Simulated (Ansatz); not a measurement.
## GdRh: couplings from the ferromagnetic state against total energies (computed with Ansatz 0.2.0)

Space group Pm-3m (No. 221), 2 atoms in the cell of the first input below: a = 3.435 Å, b = 3.435 Å, c = 3.435 Å, α = 90.00°, β = 90.00°, γ = 90.00°.

The cell was built from a prototype of a structure type listed for this compound, at its measured volume, taken without relaxation (pressure -5.7 GPa with this functional, without spin–orbit coupling). Functional: LDA+U (Gd 4 eV).

The couplings come from the ferromagnetic state by the force theorem with constrained moments:

```yaml
crystal:
  lattice:
    - [3.4350017551, 0.0, 0.0]
    - [0.0, 3.4350017551, 0.0]
    - [0.0, 0.0, 3.4350017551]
  atoms:
    - { symbol: Gd, position: [0.0, 0.0, 0.0], spin: 7.77 }
    - { symbol: Rh, position: [0.5, 0.5, 0.5] }
basis:
  ecutwfc: 420
  ecutrho_ratio: 4
kpoints:
  mp_grid: { grid: [8, 8, 8] }
  band_path:
    path:
      - [[0.0, 0.0, 0.0], [0.0, 0.5, 0.0], [0.5, 0.5, 0.0], [0.0, 0.0, 0.0], [0.5, 0.5, 0.5], [0.0, 0.5, 0.0]]
      - [[0.5, 0.5, 0.5], [0.5, 0.5, 0.0]]
    npoints: 6
hamiltonian:
  xc: lda
  hubbard: { sites: [{ species: Gd, l: f, u_eff: 4.0 }] }
scf:
  occupations: { method: gaussian, width: 0.05 }
  lower_state_search: "off"
output:
  forces: true
  stress: true
  eigenvalues: true
  populations: true
  hubbard: { sites: [{ species: Gd, l: f }] }
  eigenstates:
    nscf_kmesh: { grid: [8, 8, 8] }
    top_band: c40
    exchange_couplings: { magnetic: [{ site: 0 }] }
    magnetocrystalline_anisotropy: {}
magnetization:
  spin_polarized: true
checkpoint:
  read: start.run
  write: ck
  compress: false
  write_wavefunctions: false
  write_every: 100000
```

```bash
ansatz run input.yaml --threads 4 --pin off --max-ram 9216MiB --backend cpu --events-out ev --progress --plain --runs-dir out
```

start.run is the saved state of an earlier run of the same cell.

Time: 13 s on 4 threads of Intel(R) Xeon(R) 6975P-C (Granite Rapids), on a shared host, peak memory 1.3 GiB.

Couplings between Gd atoms, for E = −Σ(i≠j) J_ij e_i·e_j with unit vectors (each pair counted twice):

```csv
distance (Å),neighbours,J (meV)
3.435,6,0.442
4.858,12,-0.012
5.950,8,0.050
6.870,6,0.020
7.681,24,0.028
8.414,24,0.042
9.716,12,0.046
10.305,6,0.079
10.305,24,0.001
10.862,24,0.015
```

14 shells out to 12.9 Å enter the sums below; those further out add 0.84 meV to J(0).

Task: All couplings of one atom add up to J(0) = 8.73 meV. What is the mean-field ordering temperature?

Result: k_B T = (2/3) J(0), so T = 67.5 K; the program prints 67.5 K, and 64.9 K in Tyablikov's decoupling. Mean field leaves out fluctuations and so overshoots the model's own ordering temperature. The couplings also hang on U, so neither figure predicts a measured one.

At rigid moments, leaving out the upper third of the empty bands moves a coupling by up to 13 % of the largest.

Task: What energy per Gd above the ferromagnet does the model give for the order with wave vector q = (0.000, 0.000, 0.500) in units of the reciprocal cell vectors?

Result: E(q) − E(0) = Σ J_ij (1 − cos q·R_ij). The shells that add most, as J × Σ(1 − cos): 0.442 × 4.00 at 3.44 Å, 0.050 × 16.00 at 5.95 Å, 0.028 × 16.00 at 7.68 Å, 0.042 × 32.00 at 8.41 Å, 0.015 × 32.00 at 10.86 Å, 0.042 × 48.00 at 11.39 Å, and 0.85 meV from the 8 other shells kept; in all 7.71 meV.

Each order was then solved self-consistently. The input for the first:

```yaml
crystal:
  lattice:
    - [3.4350017551, 0.0, 0.0]
    - [0.0, 3.4350017551, 0.0]
    - [0.0, 0.0, 6.8700035102]
  atoms:
    - { symbol: Gd, position: [0.0, 0.0, 0.0], spin: 7.0 }
    - { symbol: Rh, position: [0.5, 0.5, 0.25] }
    - { symbol: Gd, position: [0.0, 0.0, 0.5], spin: -7.0 }
    - { symbol: Rh, position: [0.5, 0.5, 0.75] }
basis:
  ecutwfc: 420
  ecutrho_ratio: 4
kpoints:
  mp_grid: { grid: [8, 8, 4] }
hamiltonian:
  xc: lda
  hubbard: { sites: [{ species: Gd, l: f, u_eff: 4.0 }] }
scf:
  occupations: { method: gaussian, width: 0.05 }
  lower_state_search: "off"
output:
  forces: true
  stress: true
  eigenvalues: true
  populations: true
  hubbard: { sites: [{ species: Gd, l: f }] }
  write_density: true
  write_potential: true
  elf: true
  volumetric_format: npy
magnetization:
  spin_polarized: true
checkpoint:
  read: start.run
  write: ck
  compress: false
  write_wavefunctions: false
  write_every: 100000
```

```bash
ansatz run input.yaml --threads 4 --pin off --max-ram 9216MiB --backend cpu --events-out ev --progress --plain --runs-dir out
```

start.run is the saved state of an earlier run of the same cell.

Time: 4.1 s on 4 threads of Intel(R) Xeon(R) 6975P-C (Granite Rapids) (shared host), peak memory 0.77 GiB.

Total energies count from the ferromagnet on the 8×8×8 mesh, or from a ferromagnetic run in the same doubled cell where its mesh isn't the equal of that (spin moment 7.07 μB); spirals count from the spiral at q = 0.

| order | q | model (meV) | total energies (meV) | largest spin moment (μB) | gap on the mesh (eV) |
| --- | --- | --- | --- | --- | --- |
| collinear order in a doubled cell | 0.000 0.000 0.500 | 7.71 | 4.46 | 7.04 | 0.00 |
| collinear order in a doubled cell | 0.000 0.500 0.500 | 7.89 | 4.51 | 7.03 | 0.00 |
| collinear order in a doubled cell | 0.500 0.500 0.500 | 11.79 | 7.63 | 7.03 | 0.00 |
| flat spiral | 0.000 0.500 0.000 | 7.71 | 4.46 | 6.74 | – |
| flat spiral | 0.500 0.500 0.000 | 7.89 | 4.51 | 6.73 | – |
| flat spiral | 0.500 0.500 0.500 | 11.79 | 7.63 | 6.73 | – |
| flat spiral | 0.000 0.250 0.000 | 6.20 | 3.32 | 6.75 | – |
| flat spiral | 0.250 0.250 0.000 | 7.61 | 4.77 | 6.74 | – |
| flat spiral | 0.250 0.250 0.250 | 7.36 | 5.13 | 6.74 | – |
| flat spiral | 0.000 0.125 0.000 | 3.58 | -22.13 | 6.75 | – |
| flat spiral | 0.000 0.375 0.000 | 6.48 | -21.79 | 6.75 | – |

The model has the sign of the total energies in 9 of the 11 rows (8 distinct orders), and meets their size within a factor of two for 9; the largest miss is 28.27 meV. The lowest state tried has q = (0.000, 0.125, 0.000), 22.13 meV under the ferromagnet. The couplings are derived for small turns about the ferromagnet. Yet they miss even the longest-wave spiral, so the model and its temperature aren't borne out here. Spiral moments are integrated over Gaussian weights, collinear ones over spheres. The order at q = (0.000, 0.000, 0.500) was solved both ways, and the two energies agree within 0.1 meV. The order at q = (0.000, 0.500, 0.500) was solved both ways, and the two energies agree within 0.1 meV. The order at q = (0.500, 0.500, 0.500) was solved both ways, and the two energies agree within 0.1 meV.

Caveats: a collinear order may stand above its lowest state; couplings not converged in the mesh; each run may end in a state that is not the lowest; filled bands differ between k-points; no spin-orbit coupling, which matters for these elements; state of the open shells carried from another run; state of the open shells carried from another run (some of the orders); the ferromagnetic state is metallic at this level, and the convergence of the total energies in the k-mesh was not tested; the order found in nature may be another, or none; the saved state is not the lowest (some of the orders); the upper empty bands still move some couplings by over a tenth of the largest.

Apart from the spirals at q = (0.000, 0.125, 0.000) and (0.000, 0.375, 0.000), every order tried lies above the ferromagnet, though by less than the model predicts. The two exceptions don't make a credible case for a spiral ground state. Both drop by a similar amount, while the spiral between them, at (0.000, 0.250, 0.000), lies 3.32 meV above the ferromagnet. Such alternation is implausible for a smooth magnetic dispersion and probably reflects k-point sampling, since a spiral shifts its two spin components by half of q in opposite directions. These two rows therefore can't refute the coupling model either.

The Gd moment stays close to that of a half-filled 4f shell in all the collinear orders, as expected for localised spins. Direct 4f overlap is negligible, so the coupling runs through conduction electrons: on-site exchange polarises Gd 5d states, which hybridise with Rh 4d states and carry the polarisation to other Gd atoms. This indirect exchange is naturally long-ranged, so the strongest coupling, between nearest neighbours, doesn't by itself determine the energy of an order.
